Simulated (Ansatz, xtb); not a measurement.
**Relative energy of two isomers of CH4BFSe**

Structure X: `C[Se]BF`, a singlet. Structure Y: `CB(F)[SeH]`, a singlet. Both are isolated molecules in the gas phase, relaxed with r2SCAN-D4/def2-SVP; the shapes shown needn't be the lowest conformers.

X (Å):

```yaml
atoms:
  - { symbol: C, position_ang: [0.4916, 2.8838, -0.0714] }
  - { symbol: B, position_ang: [-0.4727, 0.3154, 1.0115] }
  - { symbol: F, position_ang: [-1.2905, -0.6929, 1.2833] }
  - { symbol: Se, position_ang: [-1.1360, 1.7913, -0.0349] }
  - { symbol: H, position_ang: [1.2853, 2.3746, 0.4900] }
  - { symbol: H, position_ang: [0.8008, 3.0235, -1.1150] }
  - { symbol: H, position_ang: [0.2743, 3.8575, 0.3858] }
  - { symbol: H, position_ang: [0.6645, 0.2911, 1.4216] }
```

Y (Å):

```xyz
8

C    -1.9665    1.0894   -0.4254
B    -0.5666    0.9284    0.2481
F    -0.4937    0.4198    1.4808
Se    1.1579    1.4041   -0.5370
H    -1.9547    1.5157   -1.4369
H    -2.4628    0.1037   -0.4647
H    -2.6047    1.7222    0.2161
H     0.5830    1.8830   -1.8009
```

Energies in hartree; the thermal terms are from r2SCAN-D4/def2-SVP harmonic frequencies (ideal gas, rigid rotor, one conformer each, 298.15 K, 1 atm) and include the zero-point energy:

|  | X | Y |
| --- | --- | --- |
| E, CCSD(T)/def2-TZVP | −2565.149821 | −2565.169786 |
| zero-point energy | 0.053151 | 0.051638 |
| H(298 K) − E | 0.059809 | 0.058266 |
| G(298 K) − E | 0.022780 | 0.021494 |

Question: Work out ΔE, ΔE₀, ΔH and ΔG for X → Y in kcal/mol (1 Eh = 627.51 kcal/mol) and the equilibrium ratio [Y]/[X].

Answer: 1. ΔE = −2565.169786 − (−2565.149821) = −0.019965 Eh = −12.53 kcal/mol.
2. ΔE₀ = ΔE + ΔZPE = −0.019965 + (−0.001513) Eh = −13.48 kcal/mol.
3. ΔH = ΔE + (−0.001543) Eh = −13.50 kcal/mol.
4. ΔG = ΔE + (−0.001286) Eh = −13.34 kcal/mol, so ΔS = (ΔH − ΔG)/T = −2.3 J/(mol K).
5. kT = 0.9442 mEh, so K = [Y]/[X] = exp(−ΔG/kT) = exp(+22.51) ≈ 6.0 × 10^9.

Structure Y is favoured at this temperature. An error of 1 kcal/mol in ΔG would change K by a factor of 5.4. GFN2-xTB found them nearly level. Mirror images and further conformers aren't counted.

As drawn, Y has 1 C–B, 1 Se–H in place of 1 C–Se, 1 B–H.

Other levels gave ΔE = −0.5 (GFN2-xTB); −7.5 (HF/STO-3G, GFN2-xTB geometries); −16.0 (r2SCAN-D4/def2-SVP//GFN2-xTB); −15.9 (r2SCAN-D4/def2-SVP); −13.9 (HF/def2-TZVP); −12.3 (MP2/def2-TZVP) kcal/mol. The correlated steps freeze 12 core orbitals; the filled d shell of Se is correlated, in a basis made for valence electrons. Programs: Ansatz 0.2.0, xtb 6.7.1.

Y lies well below X, and the preference comes mainly from the bonds exchanged. Both isomers keep the B–F and B–Se links, so lone-pair donation from fluorine and selenium into the empty boron p orbital is available in each and should largely cancel. Moving methyl from selenium to boron replaces a weak C–Se bond, limited by the diffuse selenium valence orbitals, with a much stronger C–B bond. This outweighs the cost of exchanging B–H for the weaker Se–H, and hyperconjugation from methyl to boron probably helps too.

The zero-point term adds slightly to the preference, as expected when a stiff B–H oscillator gives way to a softer Se–H one, while entropy hardly matters in a rearrangement that keeps the particle number. Hartree–Fock in the larger basis already gives −13.9 kcal/mol, so the ordering doesn't originate in electron correlation. The large equilibrium ratio is purely thermodynamic and doesn't show that X would convert to Y at an observable rate, since no barrier was computed.
